\section*{Question}

I want to run path-integral Monte Carlo for 66 unpolarised electrons in a periodic cube at $\theta = k_BT/E_F = 4$. Ignoring the Coulomb interaction for now, what average sign should I expect? Can it be guessed on the back of an envelope, and how far can the guess be trusted?

\section*{Answer}

For the ideal gas the sign is $S = 0.1191$. The obvious envelope guess is about $10^{-3}$, and nearly all of the gap comes from one Gaussian integral.

\subsection*{Conventions}

The ensemble is canonical with $N_\uparrow = N_\downarrow = 33$, $N = 66$, in a cube of volume $V = L^3$, and $\beta = 1/k_BT$. The simulation samples the modulus of the path weight, which is the weight of bosons with the same Hamiltonian, so
\begin{equation}
S = \langle (-1)^P \rangle_B = Z_F/Z_B .
\end{equation}
The Hamiltonian is spin independent, so only permutations within one spin species contribute and $\ln S = \sum_\sigma \ln S_\sigma$. The thermal wavelength is $\lambda = h/\sqrt{2\pi m k_BT}$, and $E_F = \hbar^2k_F^2/2m$ with $k_F^3 = 6\pi^2 n_\sigma$ and $n_\sigma = N_\sigma/V$.

The ideal sign depends on $N$ and $\theta$ only. To have lengths in view, take the illustrative density $n = 2.0\times10^{29}\,\mathrm{m^{-3}}$, of the order typical for valence electrons in a dense metal. Then $k_F = 1.809\times10^{10}\,\mathrm{m^{-1}}$, $E_F = 2.00\times10^{-18}\,\mathrm{J}$, $T = 5.79\times10^{5}\,\mathrm{K}$, $\lambda = 9.80\times10^{-11}\,\mathrm{m}$ and $L = 6.91\times10^{-10}\,\mathrm{m}$.

\subsection*{Estimate by hand}

Each electron is a closed path of size about $\lambda \approx 10^{-10}\,\mathrm{m}$. Two paths of the same spin can reconnect into one long path when they overlap, so assign each electron an exchange volume of about $\lambda^3$. With $n_\sigma = 10^{29}\,\mathrm{m^{-3}}$ the chance of a partner in that volume is $n_\sigma\lambda^3 \approx 0.1$. A pair uses two electrons, so the mean number of exchanged pairs is
\begin{equation}
\bar m \approx \tfrac12 \times 66 \times 0.1 = 3.3 .
\end{equation}
Such rare events should be independent, hence Poisson distributed, and each flips the sign:
\begin{equation}
S \approx \sum_{k=0}^\infty (-1)^k e^{-\bar m}\frac{\bar m^k}{k!} = e^{-2\bar m},
\end{equation}
which gives $\ln S \approx -6.6$ and $S \approx 1.4\times10^{-3}$. The statistical error of a fermionic average over $M$ samples scales as $1/(S\sqrt M)$, so this guess predicts a cost factor $1/S^2 \approx 5\times10^{5}$.

\subsection*{Careful calculation}

Take one spin species of $N_\sigma$ particles in $d$ dimensions, with $\xi = +1$ for bosons and $-1$ for fermions. The free propagator is
\begin{equation}
\rho(\mathbf r,\mathbf r';\beta) = \lambda^{-d}\exp\left(-\pi|\mathbf r-\mathbf r'|^2/\lambda^2\right).
\end{equation}
A permutation splits into cycles. A cycle of length $k$ is one particle propagated for imaginary time $k\beta$, and $\lambda^2\propto\beta$, so it contributes $z_k = V/(k^{d/2}\lambda^d)$ as long as paths winding round the cell are negligible. Relative to $k$ unexchanged particles,
\begin{equation}
\frac{z_k}{z_1^k} = a_k\,y^{k-1}, \qquad a_k = k^{-d/2}, \qquad y = \lambda^d/V .
\end{equation}
The cycle has parity $\xi^{k-1}$, the same power as that of $y$. The partition function relative to its Boltzmann value is therefore a polynomial in the product $\xi y$:
\begin{equation}
\frac{Z_\xi}{z_1^{N_\sigma}/N_\sigma!} = 1 + c_1\,\xi y + c_2\,(\xi y)^2 + c_3\,(\xi y)^3 + \dots
\end{equation}
Write $(N_\sigma)_k = N_\sigma(N_\sigma-1)\cdots(N_\sigma-k+1)$. Counting permutations by cycle type gives
\begin{align}
c_1 &= \tfrac12 (N_\sigma)_2\,a_2, \\
c_2 &= \tfrac13 (N_\sigma)_3\,a_3 + \tfrac18 (N_\sigma)_4\,a_2^2, \\
c_3 &= \tfrac14 (N_\sigma)_4\,a_4 + \tfrac16 (N_\sigma)_5\,a_2a_3 + \tfrac1{48}(N_\sigma)_6\,a_2^3 .
\end{align}
In $\ln Z_F - \ln Z_B$ all even powers of $\xi y$ cancel and the odd ones double:
\begin{equation}
\ln S_\sigma = -2\left(c_1y + \kappa_3y^3 + \dots\right), \qquad \kappa_3 = c_3 - c_1c_2 + \tfrac13c_1^3 .
\end{equation}
The leading term contains pair exchanges only:
\begin{equation}
\ln S = -\sum_\sigma N_\sigma(N_\sigma-1)\frac{\lambda^d}{2^{d/2}V}
\;\longrightarrow\; -\sum_\sigma N_\sigma\frac{n_\sigma\lambda^d}{2^{d/2}}
\end{equation}
for large $N_\sigma$. In three dimensions $k_BT = \theta\hbar^2k_F^2/2m$ gives $\lambda^2 = 4\pi/(\theta k_F^2)$, so
\begin{equation}
n_\sigma\lambda^3 = \frac{k_F^3}{6\pi^2}\,\frac{8\pi^{3/2}}{\theta^{3/2}k_F^3} = \frac{4}{3\sqrt\pi}\,\theta^{-3/2} = 0.7523\,\theta^{-3/2},
\end{equation}
and for the unpolarised gas
\begin{equation}
\ln S = -\frac{2}{3\sqrt{2\pi}}\,(N-2)\,\theta^{-3/2} = -0.2660\,(N-2)\,\theta^{-3/2},
\end{equation}
which becomes $-0.2660\,N\theta^{-3/2}$ for a large cell.

At $\theta = 4$, $n_\sigma\lambda^3 = 0.09403$ and $y = 2.849\times10^{-3}$. The large-cell form gives $\ln S = -2.1942$, $S = 0.1114$. The finite-cell form gives
\begin{equation}
\ln S = -2.1277, \qquad S = 0.1191 ,
\end{equation}
with $\bar m = 1.064$ exchanged pairs and a cost factor $1/S^2 = 70$.

Two neglected pieces need a size. First, winding: $L/\lambda = 7.05$, and the nearest periodic images multiply $z_2$ by $1 + 6\exp(-\pi L^2/2\lambda^2)$ with an exponent of $-78$. Second, higher cycles. Reducing the products of falling factorials,
\begin{equation}
\kappa_3 = (N_\sigma)_4\left(\tfrac14a_4 - a_2a_3 + \tfrac56a_2^3\right) + (N_\sigma)_3\left(\tfrac43a_2^3 - a_2a_3\right) + \tfrac16 (N_\sigma)_2\,a_2^3 .
\end{equation}
For $N_\sigma = 33$ and $d = 3$ the three terms are $36.4$, $-298.4$ and $7.8$, so $\kappa_3 = -254.2$. Both spins together add $-4\kappa_3y^3 = +2.35\times10^{-5}$, which moves $\ln S$ from $-2.12769$ to $-2.12767$. The next term is of order $y^5$ and carries a further factor of order $(n_\sigma\lambda^3)^2 = 0.0088$. The four digits of $S$ stand for the ideal gas.

\subsection*{Why the two differ}

The exponents differ by a factor $6.6/2.1277 = 3.10$ and the signs by a factor of 88. Repairing the estimate one assumption at a time shows where this comes from.

\begin{center}
\begin{tabular}{lrrr}
step & $\ln S$ & change & factor in $S$ \\ \hline
hand estimate & $-6.600$ & & \\
$n_\sigma\lambda^3 = 0.09403$ instead of $0.1$ & $-6.206$ & $0.394$ & $1.48$ \\
exchange volume $\lambda^3/2^{3/2}$ & $-2.194$ & $4.012$ & $55$ \\
$N_\sigma - 1$ partners & $-2.128$ & $0.066$ & $1.07$
\end{tabular}
\end{center}

\textbf{The exchange volume dominates.} The volume $\lambda^3$ is exactly the integral of one link, $\int e^{-\pi r^2/\lambda^2}d^3r = \lambda^3$. An exchange needs two links: particle 1 must reach the starting point of particle 2 while particle 2 reaches that of particle 1. The weight relative to no exchange is the product,
\begin{equation}
\int e^{-2\pi r^2/\lambda^2}\,d^3r = \frac{\lambda^3}{2^{3/2}} = 0.354\,\lambda^3 .
\end{equation}
This weight has fallen to $1/e$ at $r = \lambda/\sqrt{2\pi} = 0.40\,\lambda$. A length too large by $\sqrt2$ is a fair envelope guess, but it enters cubed, as $2.83$, and then sits in an exponent that is extensive in $N$.

\textbf{Rounding is amplified in the same way.} Taking $0.1$ for $0.09403$ is 6 per cent high, yet it costs a factor $1.48$ in the estimate because the exponent there exceeds six. The split between the rows depends on the order of the repairs, while the product does not.

\textbf{The finite cell is a small effect.} An electron cannot exchange with itself, so it sees 32 partners and not 33. The shift $2\times0.2660\,\theta^{-3/2} = 0.066$ is independent of $N$.

\textbf{The Poisson assumption costs almost nothing.} Exchanges are not strictly independent, since two pairs cannot share an electron, and three-cycles occur with total weight $2\times\tfrac13(N_\sigma)_3a_3y^2 = 0.034$. Both corrections are of second order in $\xi y$, identical for bosons and fermions, and drop out of $S$.

An envelope argument thus gives the scaling $\ln S\propto -N\theta^{-3/2}$ and the exponent to within a factor of about three, which is not enough to fix the order of magnitude of $S$.

\subsection*{What the number does not cover}

The value $0.1191$ belongs to the ideal model. To first order in the Coulomb potential $v(r) = e^2/4\pi\varepsilon_0r$, in the large-cell limit with a neutralising background, the direct term vanishes and the pair-exchange weight is multiplied by $1-\beta\langle v\rangle$. The average is taken over $e^{-2\pi r^2/\lambda^2}$, for which $\langle 1/r\rangle = 2\sqrt2/\lambda$. At the illustrative density $\beta e^2/4\pi\varepsilon_0\lambda = 0.29$, so $\beta\langle v\rangle = 0.83$. That is too large for first order to be quantitative, but it gives the direction: repulsion keeps electrons out of the exchange volume, $|\ln S|$ shrinks by an amount comparable to itself, and the interacting sign lies well above the ideal one. At fixed $\theta$ the correction scales as $n^{-1/3}$, so the ideal value is approached only at much higher density.